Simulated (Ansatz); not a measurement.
HfN: the change of energy above lowest point with volume scale

All results are calculated (Ansatz 0.2.0). Free energy against uniform scaling of the volume at fixed shape and fractions; periodic cell, basis, potentials, k mesh and filling as listed.

The cell before it is scaled or strained (space group F-43m, No. 216):
```
CELL_PARAMETERS angstrom
0.00000 2.45480 2.45480
2.45480 0.00000 2.45480
2.45480 2.45480 0.00000
ATOMIC_POSITIONS crystal
Hf 0.00000 0.00000 0.00000
N 0.75000 0.75000 0.75000
```

Settings of every row: functional LDA; dispersion none; potentials all-electron LAPW; k mesh 10x10x10; k shift 0x0x0; occupations cold; smearing width 0.1 eV; spin none.

Limits: coarse k mesh, up to 40 meV an atom off; odd electron count without spin; no spin-orbit coupling, which can matter with elements this heavy; the cell comes from a prototype or a list of computed structures and needn't be the stable phase.

| row | volume scale | V (Å³/atom) | energy above lowest point (meV/atom) |
| --- | --- | --- | --- |
| 1 | 0.94 | 13.905 | 0.7 |
| 2 | 0.96 | 14.201 | 0 |
| 3 | 0.98 | 14.497 | 7.3 |
| 4 | 1 | 14.793 | 21.6 |
| 5 | 1.02 | 15.089 | 42.3 |
| 6 | 1.04 | 15.384 | ? |
| 7 | 1.06 | 15.68 | 100.3 |

Question: what energy above lowest point should row 6 give?

Worked fit of energy above lowest point. Take u = (V_r/V)^(2/3) − 1 with V_r = 14.645 Å³ an atom, which is twice the finite (Eulerian) strain; such expansions in the strain, on which the Birch-Murnaghan equation of state is built, carry the rest volume and the bulk modulus. The shown rows have u = 0.03517, 0.02074, 0.00679, -0.00668, -0.01971, -0.0445. Least squares give energy above lowest point = 13.59 − 1065.2 × u + 19849 × u² meV/atom; a straight line predicts inner rows, each left out in turn, worse (root mean square 12 against 0.033 meV/atom). All shown rows lie on it to the printed digit. Its lowest point lies at u = 0.0268, or V = 14.07 Å³ an atom, and the curvature there gives the bulk modulus at fixed shape and fractions, B = (4/9)(1 + u)² E″(u)/V = 212 GPa. The withheld row has u = -0.03229, so the fit gives 13.59 − 1065.2 × (-0.03229) + 19849 × (-0.03229)² = 68.7 meV/atom.

The calculation gave 68.7 meV/atom. The fit meets it to the printed digit.
